Working notes: rovibrational averages of a diatomic from its cubic and quartic force constants, and αe of N2

1. Premises and conventions

I take a diatomic in an isolated ¹Σ state, in the Born–Oppenheimer approximation, so the nuclei move on one curve V(r) with its minimum at re. All energies are divided by hc and given in cm⁻¹ unless I write aJ. The reduced mass is μ, and I abbreviate n = v + 1/2 and Λ = J(J+1). The force constants fk = dᵏV/drᵏ at re are what an analytic-derivative code delivers. The cubic one comes either from third derivatives, for which first-order response of a variational wavefunction or density suffices by the 2n+1 theorem, or from a central difference of analytic Hessians along the bond.

With u(r) = r × (radial function) and x = (r − re)/re, the radial equation is Hu = Eu with

(1) H = −Be d²/dx² + a0 x²(1 + a1 x + a2 x² + a3 x³ + …) + Be Λ (1 + x)⁻², Be = h/(8π²cμre²).

This is the form of the potential used by Dunham (1932). Matching it to Σ fk (re x)ᵏ/k! term by term gives

(2) a0 = f2 re²/2 (divided by hc), a1 = f3 re/(3 f2), a2 = f4 re²/(12 f2).

The term values are defined by E = Y00 + ωe n − ωexe n² + Bv Λ − De Λ² + …, with Bv = Be − αe n + γe n² + … up to a small constant met in section 7. I keep a3 in sight only to size what the quartic field leaves out.

2. The small parameter

Put x = s q and p = −i d/dq. The harmonic part is (Be/s²) p² + a0 s² q². It equals (ωe/2)(p² + q²) if Be/s² = a0 s² = ωe/2. Multiplying the two conditions gives ωe² = 4 a0 Be, which is ωe = (f2/μ)^(1/2)/(2πc), and the first gives s² = 2κ with

(3) κ = Be/ωe, a0 = ωe/(4κ), Be/a0 = 4κ².

Then

(4) H/ωe = (p² + q²)/2 + λ3 q³ + λ4 q⁴ + … + κΛ(1 − 2(2κ)^(1/2) q + 6κ q² − …), λ3 = (a1/2)(2κ)^(1/2), λ4 = a2 κ.

Each power of x carries κ^(1/2), so the cubic term in second order and the quartic term in first order are both of order κ and must be kept together. The true domain is x > −1. I extend it to the whole line, because the harmonic ground-state density is proportional to exp(−x²/2κ), which is negligible at x = −1.

3. The two averages

Mean square. With q = (b + b†)/√2, q² = (b² + b†² + 2b†b + 1)/2, so ⟨v|q²|v⟩ = n. The cubic term corrects the state at order κ^(1/2), but it mixes in only levels v ± 1 and v ± 3, of opposite parity, which q² does not connect to v. The first relative correction is therefore of order κ, and

(5) ⟨x²⟩ = 2κ n + O(κ²).

Mean displacement. I avoid the perturbed wavefunction. Let U be everything in (1) but the kinetic term. Then [d/dx, H] = U′(x), and the average of a commutator with H vanishes in a bound eigenstate, so ⟨U′⟩ = 0 (the stationary form of Ehrenfest's theorem: no mean force). Written out and divided by a0, with (3):

(6) 2⟨x⟩ + 3a1⟨x²⟩ + 4a2⟨x³⟩ + 5a3⟨x⁴⟩ + … − 8κ²Λ⟨(1 + x)⁻³⟩ = 0.

Here ⟨x⁴⟩ is of order κ². So is ⟨x³⟩, since its harmonic value vanishes by parity and it needs one further factor κ^(1/2) beyond κ^(3/2). Inserting (5) and setting ⟨(1 + x)⁻³⟩ to 1,

(7) ⟨x⟩ = −3 a1 κ n + 4 κ² Λ.

A remark on what (7) is. It holds the leading vibrational term and the leading rotational term, not everything through κ²: at that order there are also terms in n² and a constant (section 7). The rotational term earns its place because Λ is of order 100 in a room-temperature gas while n is 1/2. The Λ dependence of ⟨x²⟩ begins at κ³nΛ and κ⁴Λ² and is dropped.

The rotational term can be had a second way. The part of U linear in Λx displaces the harmonic minimum: a0 x² − 2BeΛx is least at x = BeΛ/a0 = 4κ²Λ, with value −Be²Λ²/a0. This confirms the term and gives De = 4Beκ² = 4Be³/ωe².

4. Average of a property

Let P(r) be a scalar function of bond length, such as r itself, the mean polarizability or an isotropic shielding, with Pk = dᵏP/dxᵏ = reᵏ dᵏP/drᵏ at re. Taylor expansion under the average gives P1⟨x⟩ and P2⟨x²⟩/2 at order κ, and the third and fourth terms at order κ². Hence

(8) ⟨P⟩ = Pe + P1⟨x⟩ + P2⟨x²⟩/2 = Pe + κ n (P2 − 3a1 P1) + 4κ²Λ P1.

The slope of the property couples to the mechanical anharmonicity and its curvature to the harmonic spread, at the same order. Dropping either is not an approximation in κ. A laboratory component of a tensor needs an angular factor besides; (8) then applies to its radial part.

5. The vibration–rotation constant

Treat Λ as a continuous parameter of (1). Bv is by definition ∂E/∂Λ at Λ = 0, and the Hellmann–Feynman theorem gives exactly

(9) Bv = Be ⟨(1 + x)⁻²⟩ in the J = 0 state = Be (1 − 2⟨x⟩ + 3⟨x²⟩ − 4⟨x³⟩ + 5⟨x⁴⟩ − …).

This is (8) with P1 = −2Be and P2 = 6Be, so Bv = Be + 6Beκ(1 + a1) n and

(10) αe = −6 (Be²/ωe)(1 + a1) = −6 (Be²/ωe)[1 + f3 re/(3f2)].

A purely harmonic bond would have αe = −6Be²/ωe, negative, because 1/r² is convex. Positive αe requires a1 < −1. The quartic constant does not enter. Since the ak do not depend on mass, αe scales as μ^(−3/2).

6. The anharmonicity constant

Set Λ = 0 in (4). First order in λ4: ⟨q⁴⟩ = Σk |⟨k|q²|v⟩|² = n² + [(v+1)(v+2) + v(v−1)]/4 = (3/2)n² + 3/8.

Second order in λ3 needs the elements of q³ = (b + b†)³/(2√2). The three orderings b†b†b, b†bb†, bb†b† take |v⟩ to |v+1⟩ with factors v, v+1 and v+2 times (v+1)^(1/2), which add to 3(v+1)^(3/2). So |⟨v+1|q³|v⟩|² = 9(v+1)³/8 and |⟨v+3|q³|v⟩|² = (v+1)(v+2)(v+3)/8, and the downward elements follow on replacing v by v−1 and v−3. The energy denominators are −1 and −3 upward, +1 and +3 downward:

Σ = (1/8)[−9(v+1)³ + 9v³ − (v+1)(v+2)(v+3)/3 + v(v−1)(v−2)/3] = −(30v² + 30v + 11)/8 = −(15/4)n² − 7/16.

With λ3² = a1²κ/2 and ωeκ = Be,

(11) E = ωe n + Be[a2((3/2)n² + 3/8) − a1²((15/8)n² + 7/32)].

Reading off the powers of n,

(12) ωexe = −(3/2)Be(a2 − 5a1²/4), Y00 = (Be/8)(3a2 − 7a1²/4).

As a test, a Morse curve proportional to (1 − exp(−βx))² expands with a1 = −β, a2 = 7β²/12, a3 = −β³/4. Then (12) gives ωexe = Beβ² and Y00 = 0, as in the closed-form Morse spectrum.

7. The first neglected terms

Equation (11) yields the next order cheaply. Write the potential as a0x² + c3x³ + c4x⁴ with c3 = a0a1, c4 = a0a2, and ωe = 2(a0Be)^(1/2). Hellmann–Feynman derivatives with respect to a0, c3 and c4, each at fixed values of the other two, give with (3)

(13) ⟨x²⟩ = 2κn + κ²[(15a1² − 6a2)n² + 7a1²/4 − 3a2/2],
⟨x³⟩ = −κ² a1 (15n² + 7/4), ⟨x⁴⟩ = κ²(6n² + 3/2).

These are complete through κ², because a3 and a4 first reach the energy at order Beκ. Putting (13) into (6) gives ⟨x⟩ through κ², and there a3 does appear. In (9) the n² terms are 45a1³ − 78a1a2 + 30a3 from −2⟨x⟩, 45a1² − 18a2 from 3⟨x²⟩, 60a1 from −4⟨x³⟩ and 30 from 5⟨x⁴⟩, so

(14) γe = 6Beκ²[5 + 10a1 − 3a2 + 5a3 − 13a1a2 + (15/2)(a1² + a1³)].

The constants in (13) shift every Bv alike by order Beκ² and cancel in differences. No term linear in n arises at this order, so (10) is first corrected at relative order κ². The difference of the two lowest rotational constants is B0 − B1 = αe − 2γe at this order.

8. Range of validity

The expansion parameter is κn multiplied by the anharmonic coefficients, roughly a1²κn, and for rotation κ²Λ; both must be small against 1. That covers low v of stiff, deep bonds. It holds less well for hydrides, where κ is larger, and fails for weakly bound molecules, double minima and levels near dissociation. The series is asymptotic, since a polynomial V misrepresents large x. States with electronic angular momentum or a nearby perturbing state need more than (1). Corrections beyond Born–Oppenheimer are of relative order me/μ. The fk must belong to the minimum of the same curve. A quartic field fixes αe, ωexe, De and ⟨x²⟩ through κ², but neither γe nor ⟨x⟩ at order κ².

9. Numbers for N2

As given inputs I take approximate values typical of ¹⁴N2: re = 1.098 Å, f2 = 22.9 aJ/Å², f3 = −170 aJ/Å³, f4 = 1000 aJ/Å⁴, and an atomic mass of 14.0031 u, so μ = 7.00155 u. They were chosen to give behaviour typical of this molecule. Constants of this kind are commonly obtained by inverting (10) and (12), so what follows are the model's numbers and no test against spectra. I carry a spare figure or two in intermediates.

From (1) to (3): Be = 1.9971 cm⁻¹, ωe = 2356.1 cm⁻¹, κ = 8.476×10⁻⁴, a0 = 13.80 aJ = 6.949×10⁵ cm⁻¹, a1 = −2.717, a2 = 4.387. The density factor at x = −1 is exp(−590), which settles the extension of the domain.

For αe the prefactor is 6Be²/ωe = 0.01016 cm⁻¹. The harmonic part is −0.01016 cm⁻¹, the cubic part is +0.02760 cm⁻¹, and the sum is 0.01744 cm⁻¹. Then B0 = Be − αe/2 = 1.988 cm⁻¹.

From (12), the cubic part of ωexe is +27.64 cm⁻¹ and the quartic part −13.14 cm⁻¹, so ωexe = 14.5 cm⁻¹, and Y00 = 0.06 cm⁻¹. Also De = 5.74×10⁻⁶ cm⁻¹.

In v = 0, J = 0: ⟨x⟩ = 3.45×10⁻³, so ⟨r⟩ − re = 0.0038 Å, and ⟨x²⟩ = κ gives a root-mean-square amplitude of 0.032 Å. The effective length defined by B0, r0 = re(Be/B0)^(1/2), exceeds re by only 0.0024 Å, because the 3⟨x²⟩ term in (9) cancels part of −2⟨x⟩. At 300 K the classical rotor has ⟨Λ⟩ ≈ kT/(hcBe) = 104, so the centrifugal term adds 3.0×10⁻⁴ to ⟨x⟩, which is 9 per cent of the zero-point shift and has to be kept in a thermal average.

Size of what was dropped. The parameter a1²κ is 6.3×10⁻³. For v = 0 the bracket in (13) is 11a1²/2 − 3a2 = 27.4, which raises ⟨x²⟩ by 2.3 per cent. In (14), 6Beκ² = 8.61×10⁻⁶ cm⁻¹ and the bracket is 24.56 + 5a3. Cutting the potential at the quartic term, a3 = 0, gives γe = 2.1×10⁻⁴ cm⁻¹, and B0 − B1 then lies 2.4 per cent below αe at this order. For a guess at a3 I use the Morse relation a3 = a1³/4 = −5.01, which is at least consistent with the inputs in that the Morse value of a2, 4.31, lies near 4.387. The bracket drops to −0.5 and γe to −4×10⁻⁶ cm⁻¹. So γe is a near cancellation that a quartic field cannot settle, and solving (1) numerically on the bare quartic polynomial would build the a3 = 0 value into B0 − B1. The κ² term of ⟨x⟩ in v = 0 is −0.4 per cent of the leading term for a3 = 0 and +0.4 per cent for the Morse guess. The correction to the coefficient αe itself scales as (a1²κ)² = 4×10⁻⁵ times a numerical factor that I have not worked out, and me/μ = 8×10⁻⁵.

The inputs limit the result more than these last two terms. From (10), ∂ln αe/∂ln|f3| = a1/(1 + a1) = 1.58, the amplification coming from the cancellation of cubic and harmonic parts. Since αe is proportional to f2^(−1/2)(1 + a1) and a1 to 1/f2, ∂ln αe/∂ln f2 = −1/2 − 1.58 = −2.08. Geometry matters too. Derivatives taken 0.01 Å beyond the minimum have, to first order, f2 lower by |f3| × 0.01 Å, or 7.4 per cent, and |f3| lower by f4 × 0.01 Å, or 5.9 per cent; fed into (10) with the longer bond and the residual gradient ignored, they raise αe by about 4 per cent. With three-figure force constants the model's value is αe = 0.0174 cm⁻¹, its last digit uncertain by about one unit.